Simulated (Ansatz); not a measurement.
# A family of molecules: the vertical ionisation energy

One atom is swapped for its congeners: GeH3F `[F][GeH3]`; GeH3Cl (chlorogermane) `[Cl][GeH3]`; GeH3Br `[GeH3][Br]`; GeH3I `[GeH3][I]`. All are singlets with charge 0.

Shapes, held fixed at every level: PBE0-D4/def2-TZVP. Programs: Ansatz 0.2.0. Values in eV.

| level | GeH3F | GeH3Cl | GeH3Br | GeH3I |
| --- | --- | --- | --- | --- |
| PBE-D4/def2-TZVPP | 11.84 | 10.90 | 10.40 | 9.66 |
| PBE0-D4/def2-TZVPP | 12.26 | 11.20 | 10.62 | 9.79 |
| wB97M-V/def2-TZVPP | 12.44 | 11.36 | 10.68 | 9.77 |
| wB97X-V/def2-TZVPP | 12.50 | 11.42 | 10.75 | 9.85 |
| B2PLYP/def2-TZVPP | 12.37 | 11.29 | 10.68 | 9.81 |
| MP2/def2-TZVPP | 12.72 | 11.60 | 10.83 | 9.92 |
| CCSD(T)/def2-TZVPP | 12.61 | 11.37 | 10.70 | 9.79 |

At CCSD(T)/def2-TZVPP the vertical ionisation energy falls at every step, from 12.61 to 9.79 eV. Every level shows the same order. For atoms past krypton def2 sets carry core potentials with scalar relativity. Relativity is left out for Br, Ge unless named. Correlated rows may include outer-core shells of Br, Ge, I, which these sets cover unevenly. The lone pairs of the heavier congeners lie higher, so an electron comes off more easily. Spin-orbit coupling, which grows down the group, is left out.

The ionisation energy follows the binding of the halogen np electrons: as the valence shell grows more diffuse and the halogen less electronegative, the π-type lone pair, which is only weakly involved in the Ge–X bond, is held less tightly. The steps are uneven at every level, largest from F to Cl and smallest from Cl to Br. The small middle step fits the poor shielding by the filled 3d shell of bromine, which holds its 4p electrons more tightly than simple size growth would suggest. In the fluoride, the deep F 2p level probably mixes strongly with Ge–H bonding orbitals of the same symmetry, so the hole need not be a pure halogen lone pair as it nearly is in the iodide.

PBE compresses the trend, falling well short of CCSD(T) for GeH3F (11.84 against 12.61) but only slightly for GeH3I, perhaps because its error is greater for a compact hole. These vertical values do not fix the adiabatic thresholds, which also depend on how far each cation relaxes.
